### The quantities

The HOMO is the energy of the highest filled orbital, the LUMO that of the lowest empty one, and the gap is LUMO minus HOMO. They are wB97M-V eigenvalues of closed-shell molecules, and the gap is an orbital gap, not an optical excitation energy. The dipole is the length of the PBE dipole vector. "Heavy atoms" counts atoms other than H; Cs means one mirror plane and C1 no symmetry.

Gas-phase molecules of C, F, H and N in order of size, computed with Ansatz 0.2.0 at PBE0-D4/def2-TZVP geometries. Orbital energies and gaps are from wB97M-V/def2-TZVPP, dipole moments from PBE-D4/def2-TZVPP. Bonds are counted by kind (- single, = double).

| SMILES | formula | heavy atoms | bonds C-F | bonds H-N | bonds H-C | bonds C=N | point group | HOMO (eV) | LUMO (eV) | gap (eV) | dipole (D) |
| --- | --- | --- | --- | --- | --- | --- | --- | --- | --- | --- | --- |
| N=CF | CH2FN | 3 | 1 | 1 | 1 | 1 | Cs | -11.25 | 2.17 | 13.42 | 2.62 |
| N=C(N)F | CH3FN2 | 4 | 1 | 3 | 0 | 1 | C1 | -9.84 | 2.31 | 12.15 | 2.11 |
| N=CC(F)F | C2H3F2N | 5 | 2 | 1 | 2 | 1 | Cs | -10.86 | 1.22 | 12.08 | 1.72 |
| C=CC(=N)F | C3H4FN | 5 | 1 | 1 | 3 | 1 | Cs | -10.27 | 0.69 | 10.96 | 1.28 |
| FC1=CCN1 | C3H4FN | 5 | 1 | 1 | 3 | 0 | C1 | -8.76 | 2.61 | 11.37 | 1.72 |
| NC1(F)C=C1 | C3H4FN | 5 | 1 | 2 | 2 | 0 | Cs | -9.97 | 1.98 | 11.95 | 0.97 |

### Size explains little of the HOMO and LUMO

The three C3H4FN isomers span 1.51 eV in HOMO and 1.92 eV in LUMO, which is the whole LUMO range of the table. The frontier levels follow what is attached to the double bond.

### Two candidates for the HOMO

An imine has a filled π orbital and a nitrogen lone pair n in the plane of the C=N unit. In a planar molecule the two cannot mix, and the HOMO is whichever lies higher. Substituents overlap with π and move it strongly; n feels them mainly through the σ frame.

The labels n and π used here are inferred, by comparing wB97M-V with PBE levels taken in the same order. Exact exchange removes the self-repulsion of a filled orbital, which is larger for a compact one, so a lone pair should drop more than a spread-out π orbital. Each imine has a level that drops by 4.0 to 4.1 eV and lies between −10.85 and −11.25 eV, while the imine HOMOs spread over 1.41 eV. Read as n, it is the HOMO of N=CF and N=CC(F)F and the second level of N=C(N)F and C=CC(=N)F, where a level with a smaller shift has risen above it. In N=CC(F)F both top levels shift alike, and the label rests on position alone.

### Why π moves

Two orbitals that mix repel: the upper rises, the lower sinks. The allyl anion shows the extreme case. Writing levels as E = α + xβ with β negative, ethylene has x = ±1. A third carbon bringing two electrons gives x = √2, 0, −√2, so the HOMO climbs from 1 to 0 and the empty level also rises. The enamine FC1=CCN1 is a weakened allyl anion and has the highest HOMO (−8.76 eV) and LUMO. The analogy holds for the direction only: nitrogen binds its pair more tightly than a carbanion, and this one is pyramidal (angle sum 317°), which cuts the overlap. The same donation to C=N explains in theory why N=C(N)F has a HOMO 1.41 eV above N=CF; its donor is flatter (350°), but C=N starts deeper than C=C.

A conjugated C=C brings a filled and an empty orbital. Filled mixes with filled and pushes the top level up; empty mixes with empty and pushes the lowest one down. The planar C=CC(=N)F accordingly has the lowest LUMO (0.69 eV) and the smallest gap. A related imine without donor or conjugation should keep an n-type HOMO; an amino group on the double bond should raise both π levels, a vinyl group narrow the gap.

### Hückel estimate

Each π atom gets α + hβ and each bond kβ, with rough recalled values (imine N: h = 0.5, k = 1). N=CC(F)F reduces to a bare C=N, x(x − h) = k², so x = (0.5 ± √4.25)/2 = 1.28 and −0.78. The line fitted to all six LUMOs, this row included, gives −0.69 − 2.83 × (−0.78) = 1.52 eV, about 0.3 eV above the tabulated 1.22.

Two-parameter lines through all six rows (printed below) leave rms errors of 0.38 eV for the HOMO and 0.23 eV for the LUMO, against 0.68 and 0.61 for lines in the heavy-atom count. The HOMO line uses the top filled π level in every row, even where the HOMO is read as n; with the assumed π levels in place of the HOMOs the rms error is 0.35 eV. The worst row of the HOMO line is C=CC(=N)F, whose HOMO lies 0.65 eV below the line. For the gap, size wins, 0.39 against 0.52 eV. The Hückel gap fails worst for N=CF, by 1.05 eV, and the size line profits because that molecule is also the smallest. The slopes differ from level to level and are no measure of β.

The model also puts the LUMOs of N=CF and N=CC(F)F close together, where the calculation separates them by 0.95 eV. Theory argues that CHF2 only withdraws charge and lowers π*, whereas fluorine on the π carbon also donates and raises it; the numbers do not test this.

### The empty levels

All six LUMOs are positive, so they and the gaps depend on the basis. With exact exchange an empty orbital feels the full repulsion of all electrons, and a compact π* rises more than a diffuse orbital. In four rows the LUMO rises by 3.1 to 3.5 eV from PBE and the next level by 2.2 to 2.6. In N=C(N)F the pattern is reversed (2.33 and 3.25), and FC1=CCN1 is intermediate. A diffuse σ*-type LUMO in these two is a guess. If it is right, the amino group has pushed π* above the diffuse level, the tabulated LUMO does not measure the donation, and the good Hückel fit of these rows is partly luck.

Added up, the unequal shifts reverse the order of several pairs of gaps, among them N=CF and N=C(N)F. The gap opens by 4.07 + 3.49 = 7.56 eV in N=CF and by 3.67 + 2.33 = 6.00 eV in N=C(N)F, so N=CF has the wider gap at wB97M-V and the narrower at PBE (5.86 against 6.15 eV).

### The aminocyclopropene

In NC1(F)C=C1 the amine sits on the saturated carbon, and n and π share a symmetry, so its HOMO may be a mixture. Its C–F bond is long (1.41 Å against 1.31 to 1.36) and its F 1s level, −676.59 eV, is shallower than the others (−678.14 to −678.43). This fits donation into the antibonding C–F orbital. The nitrogen lone pair lies anti to that bond and can donate, but the ring π orbital has the right symmetry too, and one row cannot separate the two.

### Dipoles

Bond moments add as vectors. In N=CF the N–H is trans to F, the N→H and F→C directions are almost parallel (cosine +0.99), and the dipole is the largest, 2.62 D. In C=CC(=N)F the N–H is cis, the cosine is −0.59 and the dipole 1.28 D. SMILES leaves this orientation open, and each value belongs to the isomer computed. Five bond moments fitted to the 18 dipole components miss the sizes by 0.33 D rms, against a standard deviation of 0.53 D in the table. They fall most short for N=C(N)F (1.58 against 2.11 D), where π donation may move charge that fixed bond moments cannot carry. That cause is not shown: N=CC(F)F, with no donor on its double bond, falls short by nearly as much (1.24 against 1.72 D). For NC1(F)C=C1 the size matches but the vector is off by 0.81 D, so that match is accidental.

The analysis program printed:

```
Hueckel x in E = alpha + x beta, table order: top filled pi +1.19 +0.93 +1.28 +0.80 +0.63 +1.00
lowest empty pi -0.86 -1.03 -0.78 -0.49 -1.19 -1.00
Straight-line fits in eV; residuals data minus fit, table order; table rounding 0.005 eV
HOMO vs heavy atoms  slope +0.53 const -12.56 rms 0.68 | -0.29 +0.58 -0.97 -0.38 +1.13 -0.08 | worst FC1=CCN1
HOMO vs Hueckel x    slope -3.18 const -7.06 rms 0.38 | -0.41 +0.19 +0.28 -0.65 +0.32 +0.27 | worst C=CC(=N)F
   HOMO range 2.49, standard deviation 0.79 eV
LUMO vs heavy atoms  slope -0.33 const +3.32 rms 0.61 | -0.16 +0.31 -0.44 -0.97 +0.95 +0.32 | worst C=CC(=N)F
LUMO vs Hueckel x    slope -2.83 const -0.69 rms 0.23 | +0.43 +0.10 -0.29 -0.01 -0.07 -0.15 | worst N=CF
   LUMO range 1.92, standard deviation 0.66 eV
gap vs heavy atoms   slope -0.86 const +15.88 rms 0.39 | +0.14 -0.27 +0.52 -0.60 -0.19 +0.39 | worst C=CC(=N)F
gap vs Hueckel x     slope +2.12 const +8.03 rms 0.52 | +1.05 -0.04 -0.32 +0.18 -0.53 -0.32 | worst N=CF
   gap range 2.46, standard deviation 0.77 eV
assumed pi level vs x slope -5.42 const -5.35 rms 0.35 | -0.01 +0.58 -0.22 -0.56 +0.02 +0.20 | worst N=C(N)F
assumed imine lone-pair level (eV): -11.25 -10.85 -10.86 -11.16 spread 0.40; imine HOMO spread 1.41
C3H4FN spans: HOMO 1.51 LUMO 1.92 gap 0.99 eV, dipole 0.75 D
steps from N=CF, HOMO: +0.00 +1.41 +0.39 +0.98 +2.49 +1.28 eV
steps from N=CF, LUMO: +0.00 +0.14 -0.95 -1.48 +0.44 -0.19 eV
wB97M-V minus PBE (eV): H-1, HOMO, LUMO, L+1 | PBE gap, gap opening | wB97M-V spacings HOMO-(H-1), (L+1)-LUMO
N=CF        -3.79 -4.07 +3.49 +2.25 | 5.86 7.56 | 0.54 0.57
N=C(N)F     -4.13 -3.67 +2.33 +3.25 | 6.15 6.00 | 1.01 1.23
N=CC(F)F    -4.05 -4.02 +3.49 +2.28 | 4.57 7.51 | 1.66 1.33
C=CC(=N)F   -4.11 -3.28 +3.14 +2.56 | 4.54 6.42 | 0.89 2.56
FC1=CCN1    -3.85 -3.47 +2.61 +2.84 | 5.29 6.08 | 2.17 0.59
NC1(F)C=C1  -3.80 -3.97 +3.27 +2.18 | 4.71 7.24 | 0.60 0.75
fitted bond moments (D, positive end first): CF +1.49, HN +1.18, CH -0.26, C=N +2.11, CN +0.29
C-F (A, about 0.01), F 1s (eV), angle sum at amine N (deg), cos(summed N>H, summed F>C) | dipole table, model, vector error (D)
N=CF        1.32 -678.31 none +0.99 | 2.62 2.81 0.36
N=C(N)F     1.36 -678.26 350 -0.38 | 2.11 1.58 0.58
N=CC(F)F    1.35 -678.14 none +0.45 | 1.72 1.24 0.61
C=CC(=N)F   1.35 -678.25 none -0.59 | 1.28 1.08 0.32
FC1=CCN1    1.31 -678.43 317 -0.10 | 1.72 1.99 0.40
NC1(F)C=C1  1.41 -676.59 328 -0.54 | 0.97 1.01 0.81
dipole size: rms misfit 0.33 D, standard deviation of table 0.53 D, worst N=C(N)F
```
